# How well does a solvus fix $a$ and $b$ in $L = a + bT$?

A CALPHAD assessment writes an interaction parameter as $L(T) = a + bT$. Since $L = H - TS$, the enthalpy is $H = L - T\,dL/dT = a$ and the entropy is $S = -b$. Phase-boundary data determine $L$ at the temperatures of the experiment, and they separate $a$ from $b$ only through the spread of those temperatures. This guide derives the consequences and compares six data sets. At each **Predict**, commit to an answer before reading on.

## From a solvus point to a datum $L_k$

Take Cu dissolved in fcc Al, the alloy of aluminium chip wiring, in equilibrium with $\theta$-Al$_2$Cu treated as stoichiometric. Reference states are pure fcc Al and fcc Cu, $x$ is the mole fraction of Cu, and $\Delta G_\theta$ is the Gibbs energy of formation per mole of Al$_2$Cu. Near the Al corner, expand the excess Gibbs energy per mole of atoms as $G^{ex} = Lx + Bx^2$, so that $L$ is the excess partial Gibbs energy of Cu at infinite dilution. Then $\mu^{ex}_{Cu} = L + 2Bx - Bx^2$ and $\mu^{ex}_{Al} = -Bx^2$. The condition $2\mu_{Al} + \mu_{Cu} = \Delta G_\theta$ gives, to first order in $x$ in the excess part,

$$L_k = \Delta G_\theta(T_k) - RT_k \ln\!\left[x_k(1-x_k)^2\right] - 2Bx_k .$$

Here $\Delta G_\theta$ and $B$ are held fixed from other data.

**Predict.** At 820 K, just below the eutectic near 821 K, $x$ is typically about 0.025. May one keep only $-RT\ln x$?

No. With a typical $B \approx -60$ kJ/mol the term $-2Bx$ is 3.0 kJ/mol and the factor $(1-x)^2$ contributes 345 J/mol. The dropped term $3Bx^2$ has magnitude 0.11 kJ/mol, and a real assessment evaluates it too. These sizes are to be set against the uncertainty of $L_k$. A relative error $\delta$ in $x$ gives $s_k = \delta\,|dL/d\ln x|$ with

$$\frac{dL}{d\ln x} = -RT\,\frac{1-3x}{1-x} - 2Bx .$$

In the dilute limit $s_k = \delta RT_k$. For an assumed $\delta = 0.05$ this is 249 J/mol at 600 K, 295 J/mol at 710 K and 341 J/mol at 820 K, and the full derivative lowers the last to 173 J/mol. We therefore adopt a uniform $s = 300$ J/mol as an illustrative input and test the choice of weights later.

## The covariance

Minimise $\chi^2 = \sum_k w_k (L_k - a - bT_k)^2$ with $w_k = 1/s_k^2$. The errors are taken as independent with zero mean and known $s_k$, and any temperature error is folded into $s_k$. The Jacobian $J$ has rows $(1, T_k)$ and $W = \mathrm{diag}(w_k)$. The estimate is $\hat p = M\mathbf{L}$ with $M = (J^TWJ)^{-1}J^TW$, and its covariance is $MW^{-1}M^T = (J^TWJ)^{-1}$. Define $\Sigma_w = \sum_k w_k$, weighted means $\langle f\rangle = \sum_k w_k f_k/\Sigma_w$, and $\sigma_T^2 = \langle T^2\rangle - \langle T\rangle^2$. Then

$$J^TWJ = \Sigma_w\begin{pmatrix}1 & \langle T\rangle\\ \langle T\rangle & \langle T^2\rangle\end{pmatrix},\qquad
C = \frac{1}{\Sigma_w\sigma_T^2}\begin{pmatrix}\langle T^2\rangle & -\langle T\rangle\\ -\langle T\rangle & 1\end{pmatrix}.$$

**Predict.** If every $s_k$ is halved, what happens to the correlation of $a$ and $b$?

Nothing, because the prefactor cancels:

$$\rho = \frac{C_{ab}}{\sqrt{C_{aa}C_{bb}}} = -\frac{\langle T\rangle}{\sqrt{\langle T^2\rangle}} = -\frac{r}{\sqrt{1+r^2}},\qquad r = \frac{\langle T\rangle}{\sigma_T}.$$

The values $L_k$ do not enter either. The correlation is a property of where the data were taken. For large $r$, $1+\rho \approx 1/(2r^2)$. Because $S = -b$, the enthalpy and entropy estimates have the positive correlation $-\rho$. The regression slope of $a$ on $-b$ is $-C_{ab}/C_{bb} = \langle T\rangle$, so repeated fits to noisy data give a nearly straight plot of $H$ against $S$ whose "compensation temperature" is only the mean temperature of the experiment.

**Predict.** At which temperature is the fitted $L$ best known, and how well?

Propagate with the row $(1,T)$. Using $\langle T^2\rangle - 2T\langle T\rangle + T^2 = \sigma_T^2 + (T-\langle T\rangle)^2$,

$$\operatorname{var}L(T) = C_{aa} + 2TC_{ab} + T^2C_{bb} = \frac{1}{\Sigma_w}\left[1 + \frac{(T-\langle T\rangle)^2}{\sigma_T^2}\right].$$

The minimum lies at $\langle T\rangle$, where the standard deviation is $\sigma_0 = \Sigma_w^{-1/2}$. The combination $a + b\langle T\rangle$ is uncorrelated with $b$, since $C_{ab} + \langle T\rangle C_{bb} = 0$. Setting $T = 0$ shows that $a$ is an extrapolation to absolute zero:

$$\sigma_a = \sigma_0\sqrt{1+r^2},\qquad \sigma_b = \sigma_0/\sigma_T .$$

## The reference case: 600 to 820 K

Take $N = 12$ points every 20 K with $s = 300$ J/mol. For equal weights and equal spacing over a width $\Delta T$, $\sigma_T = \Delta T\sqrt{(N+1)/[12(N-1)]}$. This gives $\langle T\rangle = 710$ K, $\sigma_T = 69.0$ K, $r = 10.3$ and $\rho = -0.9953$, so $1+\rho = 0.0047$ as $1/(2r^2)$ predicts. Further, $\sigma_0 = 86.6$ J/mol, $\sigma_a = 895$ J/mol and $\sigma_b = 1.25$ J/(mol K).

**Predict.** A table lists $a$ and $b$ with these standard deviations and no covariance. What uncertainty would a reader assign to $L(710\ \mathrm{K})$?

Adding in quadrature gives $\sqrt{\sigma_a^2 + T^2\sigma_b^2} = 1.26$ kJ/mol, which is 14.6 times the correct 86.6 J/mol. The valley of $\chi^2$ is easy to walk. Raise $a$ by 900 J/mol and lower $b$ by $900/710 = 1.27$ J/(mol K). Then $L$ is unchanged at 710 K, shifts by 139 J/mol at either end of the window, and $\chi^2$ rises from its minimum by only $(\delta b/\sigma_b)^2 = 1.02$. At 400 K, roughly where a hot chip operates, the shift is 393 J/mol.

## One calorimetric datum

A calorimeter responds to $H = a$, so its row of $J$ is $(1, 0)$ with weight $w_H = 1/s_H^2$.

**Predict.** Which Gibbs energy point has the same row?

A point at $T = 0$. All formulas above hold with this pseudo-point included in the means. Only the upper-left element of $J^TWJ$ changes, to $\Sigma_w + w_H$, and inversion gives

$$\frac{1}{\sigma_a'^2} = \frac{1}{\sigma_a^2} + \frac{1}{s_H^2},\qquad \rho' = \frac{\rho}{\sqrt{1 + \sigma_0^2/s_H^2}} .$$

Two thresholds appear. The datum shortens the valley once $s_H$ falls below $\sigma_a$, but it lowers $|\rho|$ by a sizeable fraction only when $s_H$ approaches the much smaller $\sigma_0$. For the reference case an assumed $s_H = 1000$ J/mol gives $\sigma_a' = 667$ J/mol and $\rho' = -0.9916$, and $s_H = 500$ J/mol gives 436 J/mol and $-0.9807$. Since $\sigma_a^2 \propto 1/N$ when points are repeated at the same temperatures, matching the datum by solvus data alone takes $1 + \sigma_a^2/s_H^2$ times as many points. For $s_H = 500$ J/mol the factor is 4.2, about 50 points in place of 12.

## Six data sets

All inputs are illustrative, with 12 equally spaced points in every window.

- **A**: the reference case.
- **B**: only the fast-equilibrating top of the solvus, every 5 K, with the same $s$.
- **C**: as A with $s_k = 0.05RT_k$, which is an unweighted fit of $L/RT$ against $1/T$.
- **D**: A plus the datum with $s_H = 500$ J/mol. Its means include the pseudo-point.
- **E**: interstitial O in Si in equilibrium with SiO$_2$, in a window as wide as A that ends below the melting point near 1687 K.
- **F**: Cu in Si in equilibrium with Cu$_3$Si, below the eutectic near 1075 K, with Cu taken as too dilute to move the Fermi level.

In E and F the solutes are so dilute that the fitted quantity is the Gibbs energy of solution, $-RT\ln x = a + bT$. Their $s$ rounds $0.05R\langle T\rangle$, which is 649 and 376 J/mol. The last column is the standard deviation of $\ln x$ at an extrapolation temperature $T^*$, equal to $\sigma_L(T^*)/RT^*$ because $x$ is very small there.

**Predict.** Rank A, B, E and F by $|\rho|$ from the windows alone, and guess whether C differs much from A.

| Set | Window (K) | $s$ (J/mol) | $\langle T\rangle$ (K) | $\sigma_T$ (K) | $r$ | $\rho$ | $\sigma_a$ (kJ/mol) | $\sigma_b$ (J/(mol K)) | $T^*$ (K) | $\sigma_{\ln x}$ |
|---|---|---|---|---|---|---|---|---|---|---|
| A Cu in Al | 600–820 | 300 | 710.0 | 69.0 | 10.3 | −0.9953 | 0.89 | 1.25 | 400 | 0.12 |
| B Cu in Al | 765–820 | 300 | 792.5 | 17.3 | 45.9 | −0.9998 | 3.98 | 5.02 | 400 | 0.59 |
| C Cu in Al | 600–820 | $0.05RT_k$ | 696.5 | 68.5 | 10.2 | −0.9952 | 0.86 | 1.23 | 400 | 0.11 |
| D Cu in Al | 600–820, plus $H$ | 300 | 689.3 | 137.4 | 5.0 | −0.9807 | 0.44 | 0.62 | 400 | 0.060 |
| E O in Si | 1450–1670 | 650 | 1560.0 | 69.0 | 22.6 | −0.9990 | 4.24 | 2.72 | 1000 | 0.18 |
| F Cu in Si | 740–1070 | 380 | 905.0 | 103.6 | 8.7 | −0.9935 | 0.96 | 1.06 | 600 | 0.068 |

## Reading the trend from the formula

**One ratio orders the correlations.** Since $\rho$ depends on $r$ alone, the order B, E, A, C, F, D is that of decreasing $r$. Chemistry enters only by setting which temperatures are accessible, with a eutectic or melting point above and slow equilibration or low solubility below.

**Narrowing the window (A to B).** The two sets share $\sigma_0 = 86.6$ J/mol, so B knows $L$ at its own centre as well as A does. Its $\sigma_T$ is a quarter of A's, so $\sigma_b$ is four times larger and $\sigma_a$ grows by 4.4. Set B fixes $a + b\langle T\rangle$ and little else, and its solubility at 400 K is uncertain by a factor $e^{0.59} = 1.8$.

**Raising the temperature (A to E).** With uniform $s = \delta R\langle T\rangle$ the formulas become $\sigma_b = \delta Rr/\sqrt N$ and $\sigma_a \approx \delta R\langle T\rangle r/\sqrt N$. At fixed width $r \propto \langle T\rangle$, so $\sigma_a \propto \langle T\rangle^2$. The scaling gives $(1560/710)^2 = 4.8$, and the table's inputs, with their rounded $s$, give 4.7. A window of 220 K is worth far less for oxygen in silicon than for copper in aluminium. Set F shows the converse, since a wider window at moderately higher temperature reaches a lower $r$ than A.

**Changing the weights (A to C).** Weights $\propto 1/T^2$ give $\langle T\rangle = \sum T_k^{-1}/\sum T_k^{-2}$, slightly below the midpoint, and leave $\sigma_T$ almost unchanged. No column moves much, so the uniform $s$ adopted at the start does not drive the conclusions.

**Adding calorimetry (A to D).** The pseudo-point holds a small share of the weight but sits 710 K from the centre, and $\sigma_T^2$ counts distance squared. It doubles $\sigma_T$ and halves $\sigma_a$, $\sigma_b$ and $\sigma_{\ln x}$, while $\rho$ stays near $-1$. The size of the error ellipse is thus a better measure of progress than $\rho$.

**Predict.** Would the same datum help set B more or less than set A?

Far more. There $\sigma_a \gg s_H$, so $\sigma_a'$ drops from 3.98 to 0.50 kJ/mol, almost $s_H$ itself, and the datum is worth 64 times as many solvus points. Calorimetry breaks the degeneracy most effectively where the window is narrowest.

## What the covariance leaves out

The linear form assumes that the heat capacity change $\Delta C_p$ attached to $L$ vanishes. If $L = a + bT + cT\ln T$, then $H = a - cT$ and $\Delta C_p = -c$, and the intercept of a straight-line fit approximates $H(\langle T\rangle)$. The window of set A lies above the Debye temperatures of Al and Cu, 428 K and 343 K as compiled in Wikipedia, so the harmonic heat capacities are close to classical there and largely cancel. Take an illustrative residual $\Delta C_p = 2$ J/(mol K). An enthalpy referred to 298 K then differs from the intercept by about $2\,(710 - 298)$ J/mol, or 0.82 kJ/mol. This rivals $\sigma_a$ of set A and exceeds $s_H$, so the datum must refer to a temperature near $\langle T\rangle$ or the term $cT\ln T$ must be modelled. The same curvature biases $L(400\ \mathrm{K})$ by 0.15 kJ/mol, against a statistical 0.40 kJ/mol in set A and 0.20 kJ/mol in set D.

An error in $\Delta G_\theta$ that is linear in $T$ passes wholly into $a$ and $b$ and leaves the computed solvus unchanged. The solvus really constrains $L - \Delta G_\theta$, so the matching calorimetric quantity is the enthalpy of dissolving $\theta$, $a - \Delta H_\theta$. A datum on $a$ alone must carry the uncertainty of $\Delta H_\theta$ in its $s_H$. The extrapolation to 400 K also refers to stable $\theta$, whereas aged alloys often hold metastable precipitates with a higher solvus.

Every uncertainty in the table is the model's, set by the assumed windows and independent errors of about 5 % in $x$. Calibration errors and incomplete equilibration are shared between points and do not fall as $1/\sqrt N$, so real spreads are larger. For O in Si, reported enthalpies of solution typically differ by tens of kJ/mol, which means that the 4.24 kJ/mol of set E is too small by roughly an order of magnitude as a description of that system.